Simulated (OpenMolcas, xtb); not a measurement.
How methods differ on BH2S (SMILES [BH]S)

The species is BH2S (4 atoms), meant as a doublet with charge 0. As SMILES, `[BH]S`. The coordinates come from a GFN2-xTB relaxation.

Quantity: the vertical ionisation energy (to the singlet cation), in eV. The values are calculated.

| level | kind | program | value (eV) | less FCI/STO-3G | CPU time (all runs) |
| --- | --- | --- | --- | --- | --- |
| GFN2-xTB | semi-empirical | xtb | 12.39 | +6.72 | under 2 s |
| UHF/STO-3G | Hartree–Fock | OpenMolcas | 6.42 | +0.75 | 3.2 s |
| USVWN5/STO-3G | LDA | OpenMolcas | 6.31 | +0.64 | 7.4 s |
| UPBE/STO-3G | GGA | OpenMolcas | 6.54 | +0.87 | 8.2 s |
| U-r2SCAN/STO-3G | meta-GGA | OpenMolcas | 6.80 | +1.13 | 11 s |
| UB3LYP/STO-3G | global hybrid | OpenMolcas | 6.68 | +1.01 | 9.1 s |
| UPBE0/STO-3G | global hybrid | OpenMolcas | 6.71 | +1.04 | 8.5 s |
| ROCCSD(T)/STO-3G | coupled cluster or CI | OpenMolcas | 5.67 | 0.00 | 4.4 s |
| FCI/STO-3G | exact in the basis | OpenMolcas | 5.67 | 0.00 | 9.4 s |

FCI/STO-3G is exact within its basis and frozen core, so for wave-function methods in that basis the difference is their error; functionals converge differently with the basis, so for them it is only a difference. The values span 5.67 to 12.39 eV. The xTB values lack the empirical shift that such differences need. All rows use very small basis sets, so even the best lies far from the true value. CPU times are rough (shared hosts, several kinds of processor): they show what a rung costs within a factor of a few.

Correlation lowers the ionisation energy here: Hartree–Fock lies 0.75 eV above FCI, whereas it more often falls too low because the neutral species has an extra electron to correlate. The likely reason is the character of the orbital being emptied. In HB–SH the unpaired electron sits mainly in a boron σ-type hybrid, so removing it breaks no electron pair. It also leaves a low-lying vacancy on boron, into which the bonding and sulfur lone pairs can correlate, and this probably stabilises the cation more than the radical.

ROCCSD(T) recovers this differential effect to the printed precision, which suggests that neither state has strong multireference character, although errors in the two total energies could also cancel. Among the functionals, adding exact exchange to PBE raises the value from 6.54 to 6.71 eV, yet full Hartree–Fock exchange without correlation gives only 6.42 eV. The exchange fraction alone therefore does not order the results. Because the ionisation is vertical, the values say nothing about how far the cation would relax towards stronger S→B π donation.
